Pulling the C–Si bond out to 5.24 Å costs about 8 eV in RHF and about 4 eV in CASSCF with two electrons in two orbitals. The surplus comes from RHF holding both electrons in one shared orbital when they ought to part. Letting the two spins have different orbitals (UHF) removes the surplus at long distance, but does nothing for the first 0.6 Å of stretch, where the error is already growing.

RHF, broken-symmetry UHF and CASSCF (two electrons in two orbitals) calculations with PySCF 2.14.0 and the 6-31G(d) basis, for a rigid stretch of the C–Si bond in neutral singlet CH3SiH2OSiH2F, starting from the GFN2-xTB geometry. Spin squared refers to the UHF solution, the weak occupation to the CASSCF natural orbitals.

```tsv
bond length (Å)	CASSCF energy over its lowest point (eV)	RHF energy over CASSCF (eV)	UHF energy under RHF (eV)	spin squared	first weak orbital occupation
1.720	0.365	0.274	0.000	0.000	0.010
1.870	0.000	0.333	0.000	0.000	0.015
2.060	0.178	0.426	0.000	0.000	0.025
2.240	0.645	0.533	0.000	0.000	0.040
2.520	1.524	0.744	0.000	0.000	0.080
2.900	2.572	1.137	0.409	0.585	0.180
3.370	3.385	1.816	1.519	0.885	0.388
4.110	3.834	3.073	3.101	0.992	0.726
5.240	3.926	4.465	4.558	1.009	0.944
```

**How the failure shows**

The plainest sign is a curve that does not level off. Between the last two distances the bond is nearly broken, and CASSCF rises by only 0.09 eV. RHF rises by another 1.5 eV over the same step. Two fragments without charge hardly feel each other at such a distance, so a curve that still climbs steeply describes something other than two neutral radicals.

The second sign is the first weak orbital occupation, the number of electrons that CASSCF places in the antibonding orbital of the pair. It is 0.015 at 1.87 Å, the lowest point of the grid, and 0.944 at the longest distance. It grows smoothly, so one electronic state turns from a closed-shell bond into two radicals coupled to a singlet. RHF fixes this number at zero by construction.

**Why RHF goes wrong**

Let $a$ be the bonding hybrid on carbon and $b$ the one on silicon. Two electrons in the bonding orbital $(a+b)/\sqrt2$ have the spatial function $\tfrac12(aa+bb+ab+ba)$. Half of its weight is ionic, with both electrons on the same atom. In a short bond this is tolerable, because sharing the electrons gains more than their repulsion costs. In a broken bond there is no gain left, but the ionic half remains and has to be paid for. The real C–Si bond is polar, so the share is not exactly one half, but one doubly occupied shared orbital cannot get rid of it.

CASSCF removes the ionic part by subtracting some of the configuration with both electrons in the antibonding orbital. If $n$ is the weak occupation, the ratio of the two amplitudes is $t=\sqrt{n/(2-n)}$. Projecting the Schrödinger equation on the bonding configuration gives an energy lowering $Kt$ below that configuration in the same orbitals, where $K$ is the exchange integral between the two orbitals. RHF optimises its orbitals separately, so its error is at most $Kt$.

The RHF error relative to CASSCF, divided by $t$, lies between 3.6 and 4.7 eV in every row. A useful rule for this bond is therefore an error of roughly 4 eV times $t$. Because $t$ goes as the square root of a small occupation, a harmless-looking 0.015 electrons already stands for 0.33 eV at 1.87 Å.

**When UHF starts to help**

UHF may place the spin-up electron more on one atom and the spin-down electron more on the other. Whether this pays depends on two energies. One is the hopping energy $h$, which rewards sharing; the other is $U$, the extra repulsion when both electrons sit on one atom instead of on neighbouring ones. With an overlap $d$ between the two orbitals, a model of two equal sites has the UHF energy

$$E(d)=-2hd+\tfrac12Ud^2 .$$

At $d=1$ this is the RHF energy. The minimum lies at $d=2h/U$, so a separate UHF solution exists only when $U>2h$. This is the Coulson–Fischer point. Up to there, UHF can do no better than RHF, even though RHF already lacks correlation.

The same model links the onset to the CASSCF occupation. The bonding and antibonding pair configurations lie $4h$ apart and are coupled by $U/2$. Solving this two-by-two problem with $x=U/(4h)$ gives

$$n=1-\frac{1}{\sqrt{1+x^2}},\qquad \langle S^2\rangle_\mathrm{UHF}=1-d^2=1-\frac{1}{4x^2},$$

the second expression holding for $x>1/2$. At the onset $x=1/2$, so $n=1-2/\sqrt5\approx0.11$. About a tenth of an electron in the antibonding orbital is the point at which UHF should leave RHF.

The table agrees. UHF equals RHF at 2.52 Å, where the occupation is 0.08, and lies below it at 2.90 Å, where the occupation is 0.18. Interpolation puts the model's onset near 2.6 Å. A UHF run can settle on the RHF solution although a lower one exists, so only a stability analysis at 2.52 Å would secure the lower end of this bracket.

**One row worked through**

At 3.37 Å the weak occupation is 0.388. Hence $1/\sqrt{1+x^2}=0.612$, which gives $x^2=1.67$. The predicted spin contamination is $\langle S^2\rangle=1-1/(4\times1.67)=0.85$, against 0.885 from the UHF calculation.

No constant was adjusted to this row or to any other: the CASSCF occupation alone predicts a property of a separate UHF calculation. The largest miss, about 0.10, comes at 2.90 Å, just after the onset. In all four rows with broken symmetry the real UHF breaks it somewhat more strongly than the model, which has equal sites and only two electrons. The printed output after this text compares model and calculation row by row.

**What UHF repairs, and what it spoils**

At long distance the repair of the energy works because singlet and triplet become nearly equal in energy once the radicals are apart. UHF then mixes them in about equal parts, which is why its spin squared comes close to 1, halfway between 0 for a singlet and 2 for a triplet. The mixture costs little energy, but it is not a singlet wavefunction. Spin densities taken from it describe the broken symmetry, not the singlet state.

The middle of the curve is the weak spot. UHF lies about 0.7 eV above CASSCF at both 2.52 and 2.90 Å, its largest errors in the table. At the first of these distances it has not begun to separate the electrons. At the second it has gone too far: its spin squared corresponds, for a single pair, to a weak occupation of 0.36, twice the CASSCF value. UHF thus replaces a gradual unpairing by a late and hurried one.

At the two longest distances UHF falls below CASSCF, by 0.09 eV at the end. This is no violation of the variational principle, since neither wavefunction contains the other. CASSCF keeps all electrons outside the active pair strictly paired, whereas UHF lets them respond to the unpaired spins. The final spin squared of 1.009 supports this reading, because one pair alone cannot exceed 1.

The errors at the two ends of the UHF curve therefore do not cancel. UHF lies 0.33 eV above CASSCF at 1.87 Å and 0.09 eV below it at 5.24 Å. Its stretching energy comes out too small by the sum, about 0.4 eV relative to CASSCF. A flat tail shows that the electrons have separated; it does not show that the depth of the well is right.

**What to do**

- Do not take a zero spin squared as a clean bill for RHF. At 2.52 Å it is still zero, yet the RHF error has grown by 0.4 eV since 1.87 Å.
- Look at the weak occupation. For a single bond whose electrons are shared fairly evenly, UHF should part from RHF near 0.1. The RHF error is large before that: about 0.7 eV here at an occupation of 0.08.
- If UHF is used for a long bond, start it from a guess with broken symmetry and test the solution for stability. Treat energies around the onset with most suspicion.
- For the whole curve, use a wavefunction that holds both pair configurations from the start, as CASSCF does here, and add dynamic correlation for energies that are to be compared with experiment. The CASSCF rise of 3.9 eV leaves out most of that correlation and keeps the fragments rigid, so it is a yardstick for the RHF failure, not a bond energy.

The quantity to watch is the balance between $U$ and $h$, not the bond length as such. Stretching weakens the hopping while the repulsion on each atom stays, and so tends to drive an electron-pair bond that breaks into two radicals through the same sequence, though some weak bonds are past the first stage already at their equilibrium length: first a growing RHF error that UHF shares, then the Coulson–Fischer point, then a UHF energy that is nearly right with a spin state that is not.

The analysis program printed:

```
Energies in eV:
   row  RHF rise  UHF rise  CASSCF rise  UHF over CASSCF
  1.72     0.306     0.306        0.365            0.274
  1.87         0         0            0            0.333
  2.06     0.271     0.271        0.178            0.426
  2.24     0.845     0.845        0.645            0.533
  2.52     1.935     1.935        1.524            0.744
   2.9     3.376     2.967        2.572            0.728
  3.37     4.868     3.349        3.385            0.297
  4.11     6.574     3.473        3.834           -0.028
  5.24     8.058       3.5        3.926           -0.093
Two-site model against calculation:
   row  S2 model  S2 UHF  recovered share model  recovered share UHF  amplitude ratio  RHF error over amplitude ratio (eV)
  1.72         0       0                      0                    0          0.07089                                3.865
  1.87         0       0                      0                    0          0.08693                                3.831
  2.06         0       0                      0                    0           0.1125                                3.786
  2.24         0       0                      0                    0           0.1429                                3.731
  2.52         0       0                      0                    0           0.2041                                3.645
   2.9    0.4869   0.585                 0.2559               0.3597           0.3145                                3.615
  3.37    0.8503   0.885                 0.7661               0.8365           0.4906                                3.702
  4.11    0.9797   0.992                 0.9742                1.009           0.7549                                4.071
  5.24    0.9992   1.009                 0.9992                1.021           0.9455                                4.722
Weak occupation at which the model breaks symmetry: 0.1056
Bond length there by linear interpolation (angstrom): 2.617
Largest miss of the model for S2: 0.09813
RHF rise less CASSCF rise at 5.24 angstrom (eV): 4.132
RHF rise over CASSCF rise at 5.24 angstrom (ratio): 2.052
RHF change from 4.11 to 5.24 angstrom (eV): 1.484
CASSCF change from 4.11 to 5.24 angstrom (eV): 0.092
UHF change from 4.11 to 5.24 angstrom (eV): 0.027
Growth of RHF error from 1.87 to 2.52 angstrom (eV): 0.411
CASSCF rise less UHF rise at 5.24 angstrom (eV): 0.426
UHF weak occupation from S2 at 2.90 angstrom (one-pair formula): 0.3558
UHF weak occupation from S2 at 3.37 angstrom (one-pair formula): 0.6609
Rise of error over amplitude ratio from 3.37 to 5.24 angstrom (eV): 1.021
Rise expected from fading point-charge attraction (eV): 0.7624
```
